### Thirty electrons in two boranes

Hartree–Fock theory lets each electron feel the others only on average. The energy gained when electrons also avoid one another from moment to moment is the correlation energy, and the reliability of a computed reaction energy depends on how well it is treated. Isopropyl(methyl)borane, `CBC(C)C`, and triethynylborane, `C#CB(C#C)C#C`, each have 30 valence electrons to correlate. Does that number fix their correlation energies, or must one know more about the molecules?

Frozen-core MP2, CCSD and CCSD(T) correlation energies of boranes, computed with Ansatz 0.2.0 (RHF reference, def2-TZVPP, gas phase) for one conformer each at its PBE0-D4/def2-TZVP geometry. The 1s cores of B and C are frozen, and all other electrons are correlated. The bond columns count single bonds only.

```tsv
SMILES	formula	heavy atoms	bonds B-C	bonds H-C	bonds C-C	bonds B-H	point group	correlated electrons	MP2 correlation (eV)	CCSD less MP2 (eV)	(T) (eV)	(T) over CCSD correlation (%)
BC(C)C	C3H9B	4	1	7	2	2	Cs	24	-17.33	-1.42	-0.688	3.67
CB(C)C	C3H9B	4	3	9	0	0	C1	24	-17.39	-1.40	-0.690	3.67
CBCC	C3H9B	4	2	8	1	1	C1	24	-17.33	-1.42	-0.685	3.65
C#CB(C)C	C4H7B	5	3	7	0	0	C2	26	-20.39	-1.14	-0.975	4.53
CBC(C)C	C4H11B	5	2	10	2	1	C1	30	?	?	?	?
C#CB(C#C)C#C	C6H3B	7	3	3	0	0	D3h	30	?	?	?	?
```

MP2 estimates the correlation energy pair by pair. CCSD also lets the excitations act on one another, within a pair and between pairs, and a negative "CCSD less MP2" means that it finds more correlation than MP2. The term (T) adds the effect of three electrons being excited together; its share is taken relative to the CCSD correlation energy.

The first three molecules are isomers of C₃H₉B, and their MP2 energies agree within 0.06 eV. Where the carbon atoms sit hardly matters on the scale of several eV considered here, though such a spread can still count in a reaction energy. The fourth molecule, `C#CB(C)C`, is trimethylborane, `CB(C)C`, with one methyl group exchanged for ethynyl, whose triple bond has no column in the table. It has only two more electrons, yet MP2 correlation grows by 3.00 eV and (T) by 41 % of its value in trimethylborane.

#### Two limiting cases

At one limit stands BH₃, with no carbon at all. Inserting CH₂ units into its bonds gives any open-chain alkylborane, and the isomers contain three such units. If each unit contributes the same energy wherever it goes, one unit is worth a third of the difference between the isomers and BH₃. BH₃ is not in the table, so a rough recalled MP2 value of −3.0 eV stands in for it; only a third of its error reaches the forecast.

At the other limit every group on boron is ethynyl. A methyl group holds three C–H pairs around one carbon, whereas ethynyl packs three pairs into the short space between two carbons and adds a C–H pair. Electrons in different pairs then meet often, and the empty π* orbitals give them low-lying ways to avoid one another. This standard argument can explain why the exchange brings far more correlation than two extra electrons suggest. The same-spin part of the MP2 energy fits it, since two electrons of equal spin always belong to different pairs. This part supplies about a third of the growth on the exchange, but only about a fifth of the correlation in trimethylborane.

The model adds the two effects:

$$E = E_{\mathrm{BH_3}} + n\,c + m\,g$$

Here $c$ is the energy of one CH₂ unit and $g$ that of one methyl-to-ethynyl exchange. The number $n$ counts CH₂ units with each ethynyl first taken as a methyl, and $m$ counts ethynyl groups. The isomer mean fixes $c$, and the difference between `C#CB(C)C` and `CB(C)C` fixes $g$. The geometry of `CB(C)C` carries a warning of a small imaginary mode, so it may not be a true minimum; the effect on $g$ was not tested. The same formula serves for CCSD less MP2 and for (T), with recalled BH₃ values of −0.6 and −0.05 eV.

#### The forecasts

Isopropyl(methyl)borane has four CH₂ units, one more than the isomers with their mean of −17.35 eV. One unit is worth (−17.35 + 3.0)/3 = −4.78 eV, so the MP2 forecast is −17.35 − 4.78 = −22.13 eV.

For triethynylborane the BH₃ value cancels. The isomer mean and three exchanges give −17.35 − 3 × 3.00 = −26.35 eV.

The full forecasts, with judged rather than statistical ranges, are:

- **Isopropyl(methyl)borane:** MP2 −22.1 ± 0.2 eV, CCSD less MP2 −1.68 ± 0.10 eV, (T) −0.90 ± 0.05 eV, (T) share 3.8 ± 0.2 %.
- **Triethynylborane:** MP2 −26.4 ± 0.4 eV, CCSD less MP2 −0.63 ± 0.20 eV, (T) −1.54 ± 0.10 eV, (T) share 5.7 ± 0.4 %.

The second set has wider ranges because it uses a single known exchange three times. The ethynyl groups might also interact through boron's empty p orbital, in a direction left open here.

A plain electron count would instead scale the isomer mean by 30/24 and give both molecules −21.7 eV.

The withheld rows as computed:

```tsv
SMILES	formula	heavy atoms	bonds B-C	bonds H-C	bonds C-C	bonds B-H	point group	correlated electrons	MP2 correlation (eV)	CCSD less MP2 (eV)	(T) (eV)	(T) over CCSD correlation (%)
CBC(C)C	C4H11B	5	2	10	2	1	C1	30	-22.12	-1.68	-0.899	3.77
C#CB(C#C)C#C	C6H3B	7	3	3	0	0	D3h	30	-26.49	-0.57	-1.560	5.77
```

#### What the results show

All eight values fall within their ranges. The two molecules differ by more than 4 eV in MP2 correlation despite their equal electron number, so that number does not fix the energy. Whether the bonds decide, or merely how many atoms of each element there are, is not tested here, because $n$ and $m$ both follow from the molecular formula. Isomers with different multiple bonds or rings would be needed to tell the two apart. The electron count finds 4.8 eV too little for triethynylborane. Even for the saturated molecule it falls short by 0.4 eV, because its average includes the BH₃ core, which by the recalled value has less correlation per electron than an added CH₂ unit.

For isopropyl(methyl)borane the MP2 forecast is off by only about 0.01 eV. That is closer than the model can claim, since an error of 0.3 eV in the recalled BH₃ value would have moved the forecast by 0.1 eV. What the result does support is that a fourth CH₂ unit is worth about as much as the average of the first three, as far as the recalled BH₃ value can be trusted. Unbranched alkanes behave in the same way: their correlation energy grows by a nearly constant amount per CH₂.

For triethynylborane the model gives 0.14 eV too little MP2 correlation and slightly too small a (T). Of the MP2 miss, 0.04 eV arises because the model starts from the isomer mean and not from trimethylborane itself. The rest arises because the second and third exchanges bring a little more than the first: (26.49 − 20.39)/2 = 3.05 eV each, against 3.00 eV. Interaction between the ethynyl groups through boron may be the reason, but that is a guess. The program's output lists the misses for every molecule.

#### When MP2 and CCSD agree

MP2 recovers between 92 and 93 % of the CCSD correlation energy in the four saturated boranes, 95 % with one ethynyl group and 98 % with three. It would be easy to read this as a sign that triethynylborane is the simplest case. The (T) share shows the opposite, rising from below 4 % in the saturated molecules to 5.8 %.

Standard theory offers a reason for both trends, though these data do not test it separately. MP2 stops at the lowest order of the response. Within a σ pair this yields too little correlation, even in H₂, where there is no other pair. Between different pairs it tends to give too much, above all in a triple bond, where the pairs lie close together and share low-lying π* orbitals. The two errors offset each other as ethynyl groups are added, and MP2 approaches CCSD. The same low-lying orbitals make triple excitations more important. Close agreement between MP2 and CCSD is thus no licence to leave out (T).

Vinyl groups, with one π bond each instead of two, should by this reasoning fall between the alkyl and ethynyl cases.

Output of the analysis:

```
MP2 and CCSD less MP2 in eV:
           row  MP2 model  range  MP2 computed      miss  difference model  range  difference computed       miss
        BC(C)C     -17.35      0        -17.33     -0.02            -1.413      0                -1.42   0.006667
        CB(C)C     -17.35      0        -17.39      0.04            -1.413      0                 -1.4   -0.01333
          CBCC     -17.35      0        -17.33     -0.02            -1.413      0                -1.42   0.006667
      C#CB(C)C     -20.35      0        -20.39      0.04            -1.153      0                -1.14   -0.01333
       CBC(C)C     -22.13    0.2        -22.12  -0.01333            -1.684    0.1                -1.68  -0.004444
  C#CB(C#C)C#C     -26.35    0.4        -26.49      0.14           -0.6333    0.2                -0.57   -0.06333
Triples in eV and shares in percent:
           row  T model  range  T computed       miss  share model  range  share computed       miss  MP2 percent of CCSD
        BC(C)C  -0.6877      0      -0.688  0.0003333        3.665      0            3.67  -0.005051                92.43
        CB(C)C  -0.6877      0       -0.69   0.002333        3.665      0            3.67  -0.005051                92.55
          CBCC  -0.6877      0      -0.685  -0.002667        3.665      0            3.65    0.01495                92.43
      C#CB(C)C  -0.9727      0      -0.975   0.002333        4.523      0            4.53   -0.00667                94.71
       CBC(C)C  -0.9002   0.05      -0.899  -0.001222         3.78    0.2            3.77   0.009623                92.94
  C#CB(C#C)C#C   -1.543    0.1       -1.56    0.01733        5.717    0.4            5.77   -0.05289                97.89
Spread of MP2 among the three isomers, eV: 0.06
MP2 per CH2 unit in the model, eV: -4.783
MP2 step from isomer mean to isopropyl(methyl)borane, computed, eV: -4.77
Triples per CH2 unit in the model, eV: -0.2126
Triples step from isomer mean to isopropyl(methyl)borane, computed, eV: -0.2113
First methyl-to-ethynyl exchange, MP2, eV: -3
Mean exchange over all three groups, MP2, computed, eV: -3.033
First exchange, CCSD less MP2, eV: 0.26
Mean exchange over all three groups, CCSD less MP2, computed, eV: 0.2767
First exchange, triples, eV: -0.285
Mean exchange over all three groups, triples, computed, eV: -0.29
Growth of triples on the first exchange, percent: 41.3
Pair-count MP2 for 30 electrons, eV: -21.69
Pair count less computed MP2, ethynyldimethylborane, eV: 1.594
Pair count less computed MP2, isopropyl(methyl)borane, eV: 0.4325
Pair count less computed MP2, triethynylborane, eV: 4.803
Ratio of triples, triethynylborane to isopropyl(methyl)borane, model: 1.714
Ratio of triples, triethynylborane to isopropyl(methyl)borane, computed: 1.735
```
